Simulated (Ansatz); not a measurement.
## LaOF: the change of energy above lowest point with volume scale

All results are calculated (Ansatz 0.2.0). Free energy against uniform scaling of the volume at fixed shape and fractions; periodic cell, basis, potentials, k mesh and filling as listed.

The cell before it is scaled or strained (space group R-3m, No. 166):
```
LaOF
1.0
      2.0255     1.1694     6.7373
     -2.0255     1.1694     6.7373
      0.0000    -2.3388     6.7373
La O F
2 2 2
Direct
  0.24200 0.24200 0.24200
  0.75800 0.75800 0.75800
  0.37000 0.37000 0.37000
  0.63000 0.63000 0.63000
  0.12200 0.12200 0.12200
  0.87800 0.87800 0.87800
```

Settings of every row: functional r2SCAN; dispersion none; potentials PAW; wave cutoff 500 eV; density cutoff 2000 eV; k mesh 6x6x6; k shift 0x0x0; occupations fixed; smearing width 0 eV; spin none.

```
row  volume scale  V (Å³/atom)  energy above lowest point (meV/atom)
  1          0.94       15.001                                  22.9
  2          0.96        15.32                                     ?
  3          0.98       15.639                                     2
  4             1       15.958                                     0
  5          1.02       16.277                                   2.9
  6          1.04       16.596                                  10.2
  7          1.06       16.916                                  21.5
```

Question: what energy above lowest point should row 2 give?

Worked fit of energy above lowest point. Take u = (V_r/V)^(2/3) − 1 with V_r = 16.117 Å³ an atom, which is twice the finite (Eulerian) strain; such expansions in the strain, on which the Birch-Murnaghan equation of state is built, carry the rest volume and the bulk modulus. The shown rows have u = 0.049, 0.02027, 0.00663, -0.00656, -0.01934, -0.03174. Least squares give energy above lowest point = 0.87 − 220.4 × u + 13591 × u² + 1697 × u³ meV/atom; a parabola predicts inner rows, each left out in turn, worse (root mean square 0.034 against 0.0055 meV/atom). All shown rows lie on it to the printed digit. Its lowest point lies at u = 0.0081, or V = 15.92 Å³ an atom, and the curvature there gives the bulk modulus at fixed shape and fractions, B = (4/9)(1 + u)² E″(u)/V = 124 GPa. Letting shape and atoms relax would as a rule lower it, by much in layered, chain or molecular crystals. The withheld row has u = 0.03439, so the fit gives 0.87 − 220.4 × (0.03439) + 13591 × (0.03439)² + 1697 × (0.03439)³ = 9.4 meV/atom.

The calculation gave 9.4 meV/atom. The fit meets it to the printed digit.
